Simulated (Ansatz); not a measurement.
# Strength of the Si–H bond: CH6OSi → CH5OSi + H

Species: CH6OSi `CO[SiH3]`, singlet; CH5OSi `CO[SiH2]`, doublet; H atom, doublet. 

Shapes, held fixed at every level: PBE0-D4/def2-TZVP. Flexible molecules stand in one conformer, not always the lowest. Programs: Ansatz 0.2.0. The zero-point and thermal change to 298 K, harmonic and unscaled (PBE0-D4/def2-TZVP), is -19.4 kJ/mol.

| level | kind | ΔH(298 K) (kJ/mol) | less CCSD(T)/CBS estimate |
| --- | --- | --- | --- |
| HF/def2-TZVPP | Hartree–Fock | +306.7 | -84.8 |
| SPW92/def2-TZVPP | LDA | +396.0 | +4.5 |
| B3LYP-D4/def2-TZVPP | global hybrid | +379.2 | -12.3 |
| BHLYP-D4/def2-TZVPP | global hybrid | +383.8 | -7.7 |
| PBE0-D4/def2-TZVPP | global hybrid | +366.1 | -25.4 |
| CCSD(T)/def2-SVP | coupled cluster or CI | +372.8 | -18.7 |
| CCSD/def2-TZVPP | coupled cluster or CI | +384.7 | -6.8 |
| CCSD(T)/CBS estimate | coupled cluster or CI | +391.5 | 0.0 |

The highest level, CCSD(T)/CBS estimate, gives ΔH(298 K) = +391.5 kJ/mol; the levels span +306.7 to +396.0. The column of differences is taken from that level and isn't an error. Hartree–Fock misses the correlation of the pair that is broken and comes out low. No measured value is set beside it here. Open shells run unrestricted unless RO is named. The CBS estimate extrapolates MP2 from def2-TZVPP and def2-QZVPP and adds CCSD(T) − MP2 in the triple-zeta set, cores frozen.

At the highest level, breaking the Si–H bond costs +391.5 kJ/mol, which marks a strong, essentially covalent bond whose homolysis leaves the unpaired electron mainly on silicon. Silyl radicals are pyramidal, and the singly occupied orbital keeps considerable silicon s character. It therefore overlaps poorly with the oxygen lone pairs, so the methoxy group probably stabilises this radical less than it would a carbon-centred one.

Among the correlated methods, the low CCSD(T)/def2-SVP value reflects how poorly a small basis describes the close-range correlation of the bonding pair, which is lost on dissociation. The shortfall of CCSD/def2-TZVPP mixes missing triples with remaining basis error, so it doesn't measure either alone. LDA lies closest to the reference, but this suggests cancellation between its exchange and correlation errors rather than a sound description of the bond. The hybrids don't follow their share of exact exchange: PBE0 falls below both B3LYP and BHLYP, so the rest of the functional matters too. Whether methoxy strengthens or weakens Si–H relative to silane remains open without the parent reaction.
